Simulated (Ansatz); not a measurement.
# C2H7BO2: which of these isomers lies lowest?

2 of its isomers, all singlets with charge 0: A = `COB(C)O`; B = ethylboronic acid `CCB(O)O`.

Shapes, held fixed at every level: PBE0-D4/def2-TZVP. Flexible molecules stand in one conformer, not always the lowest. Programs: Ansatz 0.2.0.

A:

```xyz
12

C    -0.3858    1.1047    1.2275
O    -0.2883    1.0945   -0.1773
B     0.0785   -0.0276   -0.8686
C     0.4038   -1.4054   -0.1922
O     0.1515    0.0903   -2.2254
H     0.6010    1.0273    1.6945
H    -1.0118    0.2868    1.5965
H    -0.8377    2.0514    1.5252
H    -0.4736   -1.8052    0.3270
H     0.7263   -2.1449   -0.9252
H     1.1875   -1.3070    0.5653
H    -0.0745    0.9801   -2.5132
```

B:

```xyz
12

C    -1.0764    0.8135    0.7111
C     0.3958    0.4810    0.5025
B     0.7029   -0.6404   -0.5604
O    -0.2641   -1.3049   -1.2674
O     2.0006   -0.9802   -0.8010
H    -1.2181    1.5964    1.4592
H    -1.5448    1.1703   -0.2121
H    -1.6430   -0.0580    1.0554
H     0.8535    0.1757    1.4509
H     0.9500    1.3801    0.2088
H    -1.1525   -1.0162   -1.0487
H     2.0730   -1.6726   -1.4643
```

Electronic energies in kJ/mol, without zero-point or thermal terms.

```tsv
level	kind	B − A
HF/def2-SVP	Hartree–Fock	-34.8
HF/def2-TZVPP	Hartree–Fock	-36.7
PBE-D4/def2-TZVPP	GGA	-43.0
PBE0-D4/def2-TZVPP	global hybrid	-45.3
r2SCAN0-D4/def2-TZVPP	global hybrid	-45.1
B2PLYP/def2-TZVPP	double hybrid	-41.6
CCSD(T)/def2-TZVPP	coupled cluster or CI	-44.9
CCSD(T)/CBS estimate	coupled cluster or CI	-46.5
```

The highest level, CCSD(T)/CBS estimate, puts B lowest of these. All levels agree on that. The B − A difference spans -46.5 to -34.8 kJ/mol over the levels. The CBS estimate extrapolates MP2 from def2-TZVPP and def2-QZVPP and adds CCSD(T) − MP2 in the triple-zeta set, cores frozen.

Ethylboronic acid (B) is clearly the more stable of the two, by 46.5 kJ/mol at the highest level. Boron has the same environment in both molecules, one carbon and two oxygens, with oxygen lone pairs donating into its empty p orbital, so B–O bond strength and π donation should largely cancel. What changes is the rest of the bonding: going from A to B exchanges a C–O and a C–H bond for a C–C and an O–H bond. The strong, polar O–H bond makes that exchange favourable, just as ethanol lies below dimethyl ether.

Hartree–Fock already gives the right order, so the preference is mainly a matter of bonding at the mean-field level. Correlation strengthens it, from -36.7 to -44.9 kJ/mol between Hartree–Fock and CCSD(T) in the same basis, which suggests that the correlation energies of the exchanged bonds do not fully cancel. The comparison does not establish B as the global minimum for this formula, since isomers such as dimethoxyborane are not included.
